## Question

The table lists the LDA band gap of GaAs at nine volumes. The cells keep their cubic shape, so only the bond length changes. Two gaps are hidden.

Ansatz 0.2.0, all-electron LAPW calculations of zinc-blende GaAs with the LDA functional, scalar-relativistic and without spin polarization. All cells use a 10×10×10 k mesh, Fermi-Dirac smearing of 0.08 eV and a basis error target of 1 meV/atom. The band gap is taken by band count, from the top of band 22 to the bottom of band 23 on the mesh.

| volume (Å³/atom) | shortest distance (Å) | band gap (eV) |
| --- | --- | --- |
| 21.234 | 2.398 | 0.753 |
| 21.686 | 2.415 | ? |
| 22.138 | 2.432 | 0.434 |
| 22.364 | 2.440 | ? |
| 22.590 | 2.448 | 0.282 |
| 22.816 | 2.456 | 0.209 |
| 23.041 | 2.464 | 0.136 |
| 23.493 | 2.480 | 0.000 |
| 23.945 | 2.496 | 0.000 |

The same calculations give four levels at Γ, the centre of the Brillouin zone, for two of the cells (in eV):

| Level at Γ | 22.590 Å³/atom | 23.493 Å³/atom |
|---|---|---|
| p-like, antibonding (triplet) | 12.735 | 12.156 |
| s-like, antibonding (singlet) | 9.329 | 8.476 |
| p-like, bonding (triplet) | 9.047 | 8.481 |
| s-like, bonding (singlet) | −3.738 | −4.031 |

For the larger cell the levels were printed at Γ itself. For the smaller one they are inferred from the band minima and the gap. Each column has its own zero of energy, so only differences within a column count.

(a) Why does the gap shrink as the crystal expands?
(b) Forecast the two hidden gaps, with an error bar.
(c) The two largest cells both show a gap of zero. What does this zero mean, and does real GaAs lose its gap there?

## Model answer

### (a) A small gap between widely split levels

The size to remember is about 75 meV of gap lost for each percent of added volume, roughly three times the thermal energy at room temperature. Between the smallest cell and the one at 23.041 Å³/atom the bonds grow by less than 3 percent, yet the gap falls from 0.753 to 0.136 eV.

The reason lies in the kind of states at the two edges. In GaAs the bottom of the conduction band at Γ is an s-like antibonding state, which the overlap of neighbouring s orbitals pushes up. The top of the valence band is a p-like bonding triplet. Longer bonds weaken the s overlap, so the antibonding state is pushed up less and sinks towards the valence top.

The four levels let us test this picture for one step, from 22.590 to 23.493 Å³/atom. The gap at Γ equals half the s splitting, plus half the p splitting, plus the distance from the middle of the p pair up to the middle of the s pair, which is negative here. Over this step the singlet moves down by 0.287 eV relative to the valence top. Half the s splitting accounts for 0.280 eV of that and half the p splitting for about 0.007 eV, while the two middles keep their distance to within a millielectronvolt. The s splitting also contains the difference between the s levels of Ga and As, so its fall fits a weaker overlap but does not measure the overlap alone.

This also explains why the gap is so sensitive. The s splitting is about 13 eV, and the gap is the small remainder left after large energies nearly cancel. A change of about 4.3 percent in the splitting is therefore enough to use up the whole gap of 0.28 eV. To guess the trend in a related crystal, ask first whether its conduction edge is such an s-like antibonding state.

### (b) The forecast

The simplest law takes equal relative changes of volume $V$ to give equal changes of the gap; the slope is called the deformation potential. The known rows nearly obey it, but not quite. Per unit of $\ln V$ the gap falls by 7.65 eV between the two smallest cells with a known gap, and by 7.39 eV between 22.590 and 23.041 Å³/atom. The curve is slightly steeper on the compressed side.

A law with just as many constants has such a curvature built in. The kinetic energies of free electrons in a scaled cell, and in simple models the couplings between orbitals, vary as $1/d^2$, where $d$ is the shortest distance. At fixed shape this is the same as $V^{-2/3}$. I therefore fit

$$E_\mathrm{gap} = A + B\,u, \qquad u = \left(\frac{22.590}{V}\right)^{2/3},$$

to the five known open gaps, with $V$ in Å³/atom. The two zeros stay out, for the reason given in part (c). The fit gives $B = 11.17$ eV.

For the cell at 21.686 Å³/atom, $u = (22.590/21.686)^{2/3} = 1.0276$. Starting from the known gap at 22.590, where $u = 1$, the estimate by hand is

$$0.282 + 11.17 \times 0.0276 = 0.590\ \text{eV}.$$

The full fit, which need not pass exactly through that one row, gives 0.5907 eV.

My forecasts are the values of the full fit:

- at 21.686 Å³/atom, near 0.59 eV (0.5907 before rounding), ±0.003 eV;
- at 22.364 Å³/atom, near 0.357 eV (the fit gives 0.3575), ±0.003 eV.

The bar covers the rounding of the table and the choice of law, since the two laws differ by only about 2 meV at these volumes. It is this narrow because both cells lie between known neighbours on a smooth curve.

The computed values are these:

The withheld rows as computed:

| volume (Å³/atom) | shortest distance (Å) | band gap (eV) |
| --- | --- | --- |
| 21.686 | 2.415 | 0.591 |
| 22.364 | 2.440 | 0.357 |

Both forecasts hit. The first misses by 0.3 meV and the second by 0.5 meV, which is about the size of the rounding in the table. The straight line in $\ln V$ would have missed by 1.3 and 2.6 meV, also inside the bar. The hits therefore confirm that the gap varies smoothly, but they are weak evidence for one law over the other.

### (c) What the zero means

At 23.493 Å³/atom the levels have changed places: the s-like singlet now lies 5 meV below the p-like triplet. Apart from the deep core shells, each cell holds 44 electrons, enough to fill 22 bands. With the singlet below, filling the bands in order, without smearing, reaches only two of the triplet's three. The highest filled and the lowest empty state then belong to the same triplet, and symmetry forces the gap to be exactly zero.

The printed zero thus hides a quantity that has passed smoothly through zero and become negative. This is why the zeros must not enter the fit. The signed distance from triplet to singlet can be compared with the fit instead: the $1/d^2$ law gives −5.7 meV and the calculation −4.9 meV, whereas the straight line in $\ln V$ gives −12.7 meV. This row separates the two laws better than the hidden ones do, although its value was known beforehand.

For the largest cell no levels at Γ are given. Its gap by band count, however, is zero to about $10^{-14}$ eV. Two unrelated levels would hardly agree so closely, so the band edges very likely belong to one degenerate level there too. The size of the inversion, about 0.14 eV from the fit, remains an extrapolation.

Real GaAs should not be expected to lose its gap at this volume. At 22.590 Å³/atom LDA gives 0.28 eV, where the measured gap is roughly 1.4 eV, so the calculation starts far too close to closure. The neglect of spin-orbit coupling acts the other way: with a spin-orbit splitting of about 0.34 eV, quoted from memory, this coupling is expected to raise the valence top by a third of that, about 0.11 eV, and to move the LDA closure from about 23.5 to about 23.1 Å³/atom.

## Remarks on the reasoning

**A good fit does not prove the mechanism.** Read literally, the $1/d^2$ law would say that the s coupling shrinks as $1/d^2$; with fixed atomic levels the s splitting could then shrink no faster than that. The levels contradict this: from 22.590 to 23.493 Å³/atom the splitting falls by 4.3 percent, and $1/d^2$ by only 2.6 percent. The law is a good interpolation formula for the gap, and its constants should not be read as a coupling strength or an atomic level distance. What supports the mechanism is the comparison of levels in part (a). The levels of the cell at 21.686 Å³/atom, held back until now, add a second step: from there to 22.590 Å³/atom the gap falls by 0.308 eV, and half the s splitting accounts for 0.304 eV of it. For the other cells the same cause is inferred from the smooth curve.

**The slope is more useful than the gap.** Between 21.234 and 22.138 Å³/atom the computed pressure falls by 3.3 GPa and the gap by 0.319 eV, or about 0.1 eV per GPa. The measured coefficient is also roughly 0.1 eV per GPa, as far as I recall, although the gap itself is far too small. For a strained GaAs layer, the 75 meV per percent of volume from part (a) gives an estimate of the shift caused by the change of volume. A layer stretched in its plane also loses its cubic symmetry, which splits the valence triplet, and these cubic cells do not contain that part.

**The caution about small gaps needs a physical check.** The makers of the data caution that small gaps, such as those from 22.364 to 23.041 Å³/atom, may come from the mesh of k points. This is a general caution from their tests on other systems; the runs of these four cells gave no warning. The mesh contains Γ, and in the cells at 21.686 and 23.493 Å³/atom, on either side of these four, both band edges were found there. A missed band edge is therefore an unlikely cause of the trend.

The output printed below gives both fits and the division of the gap change into its parts.

The analysis program printed:

```
fit of band_gap on 5 rows (vol < 23.2): constant -10.89 +/- 0.0087, coefficient of u 11.17 +/- 0.0086; rms 0.000292, worst 22.816 -0.000483, leave-one-out rms 0.000407
  rows outside the fit (model, value, miss): 21.686 0.5907, 0.591, -0.00031; 22.364 0.3575, 0.357, 0.000521; 23.493 -0.005684, 0, -0.00568; 23.945 -0.1431, 0, -0.143
fit of band_gap on 5 rows (vol < 23.2): constant 0.2836 +/- 0.001, coefficient of lnv -7.559 +/- 0.034; rms 0.00168, worst 22.138 0.00237, leave-one-out rms 0.0045
  rows outside the fit (model, value, miss): 21.686 0.5923, 0.591, 0.00131; 22.364 0.3596, 0.357, 0.0026; 23.493 -0.01269, 0, -0.0127; 23.945 -0.1567, 0, -0.157
largest difference of the two laws at the withheld rows, eV: 0.002075
gap change per unit ln V, from 21.234 to 22.138, eV: -7.651
gap change per unit ln V, from 22.590 to 23.041, eV: -7.386
deformation potential at 22.590 from the 1/d2 fit, eV: -7.446
gap change for 1 percent more volume at 22.590, meV: -74.46
mean gap change per GPa between 21.234 and 22.138, eV/GPa: 0.09661
signed gap at 23.493 (singlet less triplet), computed, eV: -0.00489
change of signed gap from 22.590 to 23.493, eV: -0.2869
part from half the s splitting, eV: -0.28
part from half the p splitting, eV: -0.006525
part from the distance of the s and p pair centres, eV: -0.0004
change of the s splitting from 22.590 to 23.493, percent: -4.285
change of 1/d2 over the same step, percent: -2.579
volume where the 1/d2 fit closes the gap, A3 per atom: 23.47
the same with a rough spin-orbit shift, A3 per atom: 23.11
```
